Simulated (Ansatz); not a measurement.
A series in volume per atom on Mg

Periodic Kohn-Sham DFT of a crystal at fixed atoms; pressure and stress are positive in compression; the energy is the free energy less that of spherical unpolarised free atoms; site moments are those in the method's own spheres, positive along +z. The results are calculated, by Ansatz 0.2.0.

Cell of the first row (space group Im-3m, No. 229):
```
CELL_PARAMETERS angstrom
-1.44640 1.44640 1.44640
1.44640 -1.44640 1.44640
1.44640 1.44640 -1.44640
ATOMIC_POSITIONS crystal
Mg 0.00000 0.00000 0.00000
```

Settings of every row: method all-electron PAW; functional LDA; relativity scalar; k mesh 19x19x19; filling fermi-dirac; smearing width 0.03 eV; nucleus gaussian.

Atom start moment: 0 on all atoms.

Limits: all rows lie far from zero pressure.

| row | volume per atom (Å³) | pressure (GPa) |
| --- | --- | --- |
| 1 | 12.103 | 70.115 |
| 2 | 12.36 | 64.874 |
| 3 | 12.618 | 60.036 |
| 4 | 12.747 | ? |
| 5 | 12.875 | 55.565 |
| 6 | 13.004 | 53.457 |
| 7 | 13.133 | 51.429 |
| 8 | 13.39 | 47.597 |
| 9 | 13.648 | 44.043 |

Question: what pressure should row 4 give?

Worked fit of pressure. Take u = (V_r/V)^(2/3) − 1 with V_r = 12.939 Å³ an atom, which is twice the finite (Eulerian) strain; such expansions in the strain, on which the Birch-Murnaghan equation of state is built, carry the rest volume and the bulk modulus. The shown rows have u = 0.04553, 0.03099, 0.01689, 0.00331, -0.00334, -0.00987, -0.02258, -0.03494. Least squares give pressure = 54.5094 + 318.191 × u + 536.14 × u² GPa; a straight line predicts inner rows, each left out in turn, worse (root mean square 0.27 against 0.0081 GPa). The rows lie off it by 0.007, -0.011, -0.001, -0.003, 0.004, 0.008, -0.001, -0.003 (root mean square 0.0058 GPa). The withheld row has u = 0.01002, so the fit gives 54.5094 + 318.191 × (0.01002) + 536.14 × (0.01002)² = 57.752 GPa.

The calculation gave 57.757 GPa. The fit lies 0.005 GPa (0.019 % of the column's range) below it; its largest miss of a shown row is 0.011 GPa.
